**Hand estimate of the crystal-field levels of Eu⁴⁺ (4f⁵) in a cubic field**

The table holds the levels descended from ⁶H and ⁶F, with double-group labels, S and J, from a one-configuration Dirac-Coulomb-Breit CI with scaled Slater integrals and a parametric Oh field. The program tests the rule "multiplet centre plus first-order Stevens shift", with centres fitted to rows 1–17 as an equal step, a Landé form, or a Landé form with a square term. The Landé form fails (rms 206 cm⁻¹ against 51 for the equal step), and the full rule reproduces rows 1–17 to 67 cm⁻¹ rms, with two exchanged pairs of levels. A diagonalisation of the field in all ⁶H and ⁶F states with twelve fitted positions reproduces the unfitted J values of those rows and the lowering of the ground level, but overshoots the ground gap. First-order shifts fail for the rows rich in ⁶H15/2 and are more than twice too wide for ⁶F9/2 and ⁶F11/2.

Calculated values. Lowest levels of Eu⁴⁺ (4f⁵) in a parametric crystal field of Oh symmetry, from radial Dirac CI 1 with one Dirac-Coulomb-Breit configuration, KLI orbitals, model QED and valence Slater integrals scaled by 0.75. The Wybourne parameters in cm⁻¹ are B40 −2660, B44 −1589.7, B60 −1120 and B64 2095.3. Energies are relative to the lowest level; S and J come from ⟨S²⟩ and ⟨J²⟩.

## Numerical check

```python
# Table: levels (cm-1), irreps, S, J of Eu4+ 4f5 in a parametric Oh field; radial Dirac CI, one DCB configuration, Slater x0.75.
# Tested: level = multiplet centre (equal step, Lande, Lande + square) + first-order Stevens shift; then J and 6H-6F mixing.
T = {
    'level_degeneracy': [4, 2, 4, 2, 2, 4, 4, 2, 2, 2, 4, 4, 2, 4, 4, 2, 2, 2, 2, 4, 4, 2, 4, 4, 2, 4, 2, 2, 4, 4, 4, 2, 4, 2, 4, 2],
    'level_irrep': ['G8', 'G7', 'G8', 'G7', 'G6', 'G8', 'G8', 'G6', 'G7', 'G6', 'G8', 'G8', 'G7', 'G8', 'G8', 'G7', 'G6', 'G6', 'G7', 'G8', 'G8', 'G6', 'G8', 'G8', 'G7', 'G8', 'G6', 'G7', 'G8', 'G8', 'G8', 'G6', 'G8', 'G7', 'G8', 'G6'],
    'level_energy': [0.0, 323.2, 1355.6, 1578.1, 1889.4, 2832.9, 3113.0, 3376.7, 4339.6, 4477.5, 4634.0, 4885.2, 5992.9, 6139.2, 6339.4, 6387.5, 6405.5, 7493.3, 7618.3, 7677.0, 7786.0, 7807.7, 7963.4, 8210.9, 8323.5, 8505.1, 9294.9, 9441.0, 9460.1, 10832.3, 10874.0, 10923.8, 12522.3, 12538.0, 12595.4, 12610.1],  # cm⁻¹
    'level_spin': [2.45, 2.44, 2.46, 2.46, 2.46, 2.47, 2.47, 2.47, 2.47, 2.47, 2.47, 2.47, 2.46, 2.46, 2.46, 2.46, 2.46, 2.46, 2.44, 2.44, 2.44, 2.44, 2.43, 2.44, 2.42, 2.42, 2.43, 2.43, 2.43, 2.45, 2.45, 2.45, 2.47, 2.47, 2.47, 2.47],
    'level_total_j': [2.63, 2.55, 3.51, 3.55, 3.5, 4.5, 4.51, 4.48, 5.46, 5.47, 5.51, 5.43, 6.51, 6.41, 6.33, 6.21, 6.38, 3.16, 6.93, 4.85, 5.77, 6.82, 6.12, 6.98, 3.29, 5.24, 3.53, 4.29, 4.0, 4.67, 4.6, 4.5, 5.55, 5.5, 5.51, 5.5],
}
import numpy as np
from itertools import combinations
from sympy.physics.wigner import wigner_3j as w3
from scipy.optimize import least_squares
E = np.array(T['level_energy'], float); g = np.array(T['level_degeneracy'], float); ir = np.array(T['level_irrep'])
S = np.array(T['level_spin'], float); Jt = np.array(T['level_total_j'], float)
B40, B60 = -2660, -1120; B44, B64 = B40*np.sqrt(5/14), -B60*np.sqrt(7/2)  # caption settings; exact cubic ratios keep G8 degenerate
stab = -262.399  # stabilisation energy, further output of the same run
dets = list(combinations(range(7), 5))  # five parallel spins in seven f orbitals
def one(o):
    A = np.zeros((21, 21))
    for j, d in enumerate(dets):
        for p, b in enumerate(d):
            r = d[:p] + d[p+1:]
            for a in set(range(7)) - set(r):
                n = tuple(sorted(r + (a,))); A[dets.index(n), j] += (-1)**(p + n.index(a))*o[a, b]
    return np.kron(A, np.eye(6))
C = lambda k, q: one(np.array([[(-1)**m*7*float(w3(3,k,3,0,0,0)*w3(3,k,3,-m,q,n)) for n in range(-3,4)] for m in range(-3,4)]))
up = lambda j: np.diag([np.sqrt(j*(j+1) - m*(m+1)) for m in np.arange(-j, j)], -1)
Lp, Lz = one(up(3)), one(np.diag(np.arange(-3., 4)))
Jp, Jz = Lp + np.kron(np.eye(21), up(2.5)), Lz + np.kron(np.eye(21), np.diag(np.arange(-2.5, 3)))
L2, J2 = Lp.T@Lp + Lz@Lz + Lz, Jp.T@Jp + Jz@Jz + Jz
U = np.linalg.eigh(1e4*L2 + 100*J2 + Jz)[1]; dg = lambda A: np.diag(U.T@A@U); root = lambda x: np.sqrt(x + .25) - .5
L, J, M = np.round(root(dg(L2))), np.round(2*root(dg(J2)))/2, np.round(2*dg(Jz))/2
c4, c6 = C(4, 0), C(6, 0); V = U.T@(B40*c4 + B44*(C(4,4) + C(4,-4)) + B60*c6 + B64*(C(6,4) + C(6,-4)))@U
def pred(mask, d, rows):  # M = 1/2 mod 4 holds G6+G8, M = 3/2 mod 4 holds G7+G8
    o = []
    for r in (.5, 1.5):
        i = np.where(mask & (np.round(M - r) % 4 == 0))[0]; w, v = np.linalg.eigh(V[np.ix_(i, i)] + np.diag(d[i]))
        o.append(np.c_[w, root((v**2).T@(J[i]*(J[i] + 1)))])
    a, b = o; D = abs(a[:, :1] - b[:, 0]) < 1e-6; out = np.zeros((len(rows), 2))
    for lab, x in (('G8', a[D.any(1)]), ('G6', a[~D.any(1)]), ('G7', b[~D.any(0)])): out[ir[rows] == lab] = x
    return out
G = [np.arange(a, b) for a, b in ((0,2),(2,5),(5,8),(8,12),(12,17))]; j = np.arange(2.5, 7); X = j*(j + 1)
ctr = lambda r: np.average(E[r], weights=g[r]); cen = np.array([ctr(r) for r in G]); rms = lambda x: np.sqrt(np.mean(x**2))
h15 = np.array([i for i in range(17, 29) if Jt[i] > 5.5]); dI = np.diff(cen); ps = np.polyfit(j - 2.5, cen, 1)
print(f'energies in cm-1; rounding of table 0.05 cm-1, 0.005 in S and J; states {int(g.sum())}; cubic ratios give B44 {B44:.2f}, B64 {B64:.2f}')
print('6H centres', cen.round(1), 'intervals', dI.round(1), 'interval/J', (dI/j[1:]).round(1))
for nm, x, k, x15 in (('equal step', j - 2.5, 1, 5), ('Lande', X, 1, 63.75), ('Lande+square', X, 2, 63.75)):
    p = np.polyfit(x, cen, k); r = np.polyval(p, x) - cen
    print(f'{nm}: coef (high power first) {p.round(2)} errors {r.round(0)} rms {rms(r):.0f}; J=15/2 at {np.polyval(p, x15):.0f}')
be, ga, f1 = [], [], np.zeros(17)
for jj, x, r in zip(j, X, G):
    i = np.where((L == 5) & (J == jj) & (M == jj))[0][0]; f1[r] = pred((L == 5) & (J == jj), 0*J, r)[:, 0]
    be.append(8*dg(c4)[i]/(35*jj**4 - (30*x - 25)*jj**2 - 6*x + 3*x*x))
    ga.append(16*dg(c6)[i]/(231*jj**6-(315*x-735)*jj**4+(105*x*x-525*x+294)*jj**2-5*x**3+40*x*x-60*x) if jj > 3 else 0.)
    Sm = np.average(S[r], weights=g[r]); e = f1[r] - E[r] + ctr(r)
    print(f'J={jj}: beta {be[-1]:.3e} gamma {ga[-1]:.3e} width {np.ptp(E[r]):.0f} first order {np.ptp(f1[r]):.0f} shift rms error {rms(e):.0f} S {Sm:.3f} quartet share {100*(8.75-Sm*(Sm+1))/5:.1f}%')
B4 = be[0]*B40/8; b4, b6 = 60*be[1]*B40/8, 1260*ga[1]*B60/16
print(f'row 2: B4 {B4:.4f}, G8 {120*B4:.1f}, G7 {-240*B4:.1f}, gap {-360*B4:.1f} vs {E[1]:.1f} ({100*(-360*B4/E[1]-1):.1f}%)')
print(f'row 5: b4 {b4:.2f} b6 {b6:.2f}; G6 {14*b4:.1f}+{-20*b6:.1f}={14*b4-20*b6:.1f}, G7 {-18*b4-12*b6:.1f}, G8 {2*b4+16*b6:.1f}')
keys = [(5, x) for x in np.arange(2.5, 8)] + [(3, x) for x in np.arange(.5, 6)]; al = np.arange(len(E))
dv = lambda p: sum(q*((L == l) & (J == x)) for q, (l, x) in zip(p, keys))
fit = least_squares(lambda p: pred(L > 2, dv(p), al)[:, 0] - E, np.r_[cen, ctr(h15), E[[17,19,24,27,30,33]]]); mx = pred(L > 2, dv(fit.x), al)
pj = np.concatenate([[x]*len(r) for x, r in zip(j, G)]); sh = E[:17] - cen[(pj - 2.5).astype(int)]; rule = np.polyval(ps, pj - 2.5) + f1
print('row irrep E | shift from centre, first order | rule E, error | mixed-model error | J table, J mixed model')
for i in range(17): print(f'{i+1} {ir[i]} {E[i]:.1f} | {sh[i]:.0f} {f1[i]:.0f} | {rule[i]:.0f} {rule[i]-E[i]:.0f} | {fit.fun[i]:.0f} | {Jt[i]:.2f} {mx[i,1]:.2f}')
er = rule - E[:17]; w = abs(er).argmax(); w2 = abs(fit.fun).argmax(); dJ = mx[:, 1] - Jt
print(f'rows 1-17: rule rms {rms(er):.0f}, worst row {w+1} ({er[w]:.0f}); shifts alone rms {rms(f1-sh):.0f}; rms size of shifts {rms(sh):.0f}')
for nm, l, x, r in (('6H15/2-like', 5, 7.5, h15), ('6F9/2', 3, 4.5, np.arange(29, 32)), ('6F11/2', 3, 5.5, np.arange(32, 36))):
    print(f'{nm} rows {r+1} centre {ctr(r):.0f} shifts {(E[r]-ctr(r)).round(0)} first order {pred((L==l)&(J==x), 0*J, r)[:,0].round(0)}')
print('mixed model positions 6H5/2..15/2', fit.x[:6].round(0)); print('mixed model positions 6F1/2..11/2', fit.x[6:].round(0))
print(f'mixed model: rms rows 1-17 {rms(fit.fun[:17]):.0f}, rows 18-36 {rms(fit.fun[17:]):.0f}, worst row {w2+1} ({fit.fun[w2]:.0f}); gap rows 1-2 {mx[1,0]-mx[0,0]:.1f}')
print(f'J error rms rows 1-17 {rms(dJ[:17]):.3f} (pure J {rms(pj-Jt[:17]):.3f}), rows 18-29 {rms(dJ[17:29]):.2f}; model J rows 18-29', mx[17:29,1].round(2))
print(f'ground stabilisation: run {stab:.1f}, first order {f1[0]:.1f}, mixed model {mx[0,0]-fit.x[0]:.1f}; 5/2 centre lies {-stab-cen[0]:.1f} below free level')
assert g.sum() == 108 and ir[0] == 'G8' and dI[-1]/dI[0] < 6.5/3.5; assert abs(-360*B4/E[1] - 1) < 0.15; assert stab < f1[0] < 0
```

Output:

```
energies in cm-1; rounding of table 0.05 cm-1, 0.005 in S and J; states 108; cubic ratios give B44 -1589.65, B64 2095.33
6H centres [ 107.7 1544.7 3053.7 4642.6 6249. ] intervals [1436.9 1509.  1588.9 1606.4] interval/J [410.6 335.3 288.9 247.1]
equal step: coef (high power first) [1538.05   43.45] errors [-64.  37.  66.  15. -53.] rms 51; J=15/2 at 7734
Lande: coef (high power first) [ 152.09 -948.98] errors [ 274.  -98. -238. -154.  217.] rms 206; J=15/2 at 8747
Lande+square: coef (high power first) [-1.23000e+00  2.22740e+02 -1.71328e+03] errors [ 34. -54.  -5.  41. -16.] rms 35; J=15/2 at 7506
J=2.5: beta 2.501e-03 gamma 0.000e+00 width 323 first order 299 shift rms error 13 S 2.447 quartet share 6.3%
J=3.5: beta -2.021e-04 gamma 1.525e-04 width 534 first order 533 shift rms error 35 S 2.460 quartet share 4.8%
J=4.5: beta -8.446e-05 gamma 2.346e-05 width 544 first order 534 shift rms error 17 S 2.470 quartet share 3.6%
J=5.5: beta -2.691e-06 gamma 6.267e-06 width 546 first order 517 shift rms error 74 S 2.470 quartet share 3.6%
J=6.5: beta 3.767e-05 gamma 1.207e-06 width 413 first order 393 shift rms error 28 S 2.460 quartet share 4.8%
row 2: B4 -0.8316, G8 -99.8, G7 199.6, gap 299.4 vs 323.2 (-7.4%)
row 5: b4 4.03 b6 -13.45; G6 56.5+269.0=325.4, G7 88.8, G8 -207.1
row irrep E | shift from centre, first order | rule E, error | mixed-model error | J table, J mixed model
1 G8 0.0 | -108 -100 | -56 -56 | -21 | 2.63 2.63
2 G7 323.2 | 215 200 | 243 -80 | 21 | 2.55 2.55
3 G8 1355.6 | -189 -207 | 1374 19 | -11 | 3.51 3.51
4 G7 1578.1 | 33 89 | 1670 92 | 26 | 3.55 3.55
5 G6 1889.4 | 345 325 | 1907 18 | -15 | 3.50 3.50
6 G8 2832.9 | -221 -203 | 2917 84 | -12 | 4.50 4.49
7 G8 3113.0 | 59 37 | 3157 44 | 13 | 4.51 4.51
8 G6 3376.7 | 323 331 | 3450 74 | -1 | 4.48 4.48
9 G7 4339.6 | -303 -290 | 4368 28 | -17 | 5.46 5.45
10 G6 4477.5 | -165 -31 | 4627 149 | 6 | 5.47 5.47
11 G8 4634.0 | -9 -67 | 4590 -44 | -2 | 5.51 5.51
12 G8 4885.2 | 243 228 | 4885 0 | 12 | 5.43 5.43
13 G7 5992.9 | -256 -227 | 5969 -24 | -3 | 6.51 6.51
14 G8 6139.2 | -110 -113 | 6083 -56 | -5 | 6.41 6.40
15 G8 6339.4 | 90 90 | 6286 -54 | 7 | 6.33 6.33
16 G7 6387.5 | 138 166 | 6361 -26 | -2 | 6.21 6.21
17 G6 6405.5 | 156 107 | 6303 -103 | 4 | 6.38 6.38
rows 1-17: rule rms 67, worst row 10 (149); shifts alone rms 43; rms size of shifts 200
6H15/2-like rows [19 21 22 23 24] centre 7918 shifts [-300. -132. -111.   45.  293.] first order [-283. -323. -387.  300.  358.]
6F9/2 rows [30 31 32] centre 10867 shifts [-35.   7.  57.] first order [-77.  -6. 166.]
6F11/2 rows [33 34 35 36] centre 12564 shifts [-42. -26.  31.  46.] first order [-109.  -19.   65.  106.]
mixed model positions 6H5/2..15/2 [ 250. 1602. 3121. 4735. 6386. 8031.]
mixed model positions 6F1/2..11/2 [ 7355.  7571.  8095.  9218. 10736. 12469.]
mixed model: rms rows 1-17 13, rows 18-36 9, worst row 4 (26); gap rows 1-2 365.4
J error rms rows 1-17 0.004 (pure J 0.099), rows 18-29 0.10; model J rows 18-29 [3.   6.88 4.63 5.91 6.89 6.02 6.99 3.37 5.36 3.53 4.33 4.01]
ground stabilisation: run -262.4, first order -99.8, mixed model -270.8; 5/2 centre lies 154.7 below free level
```
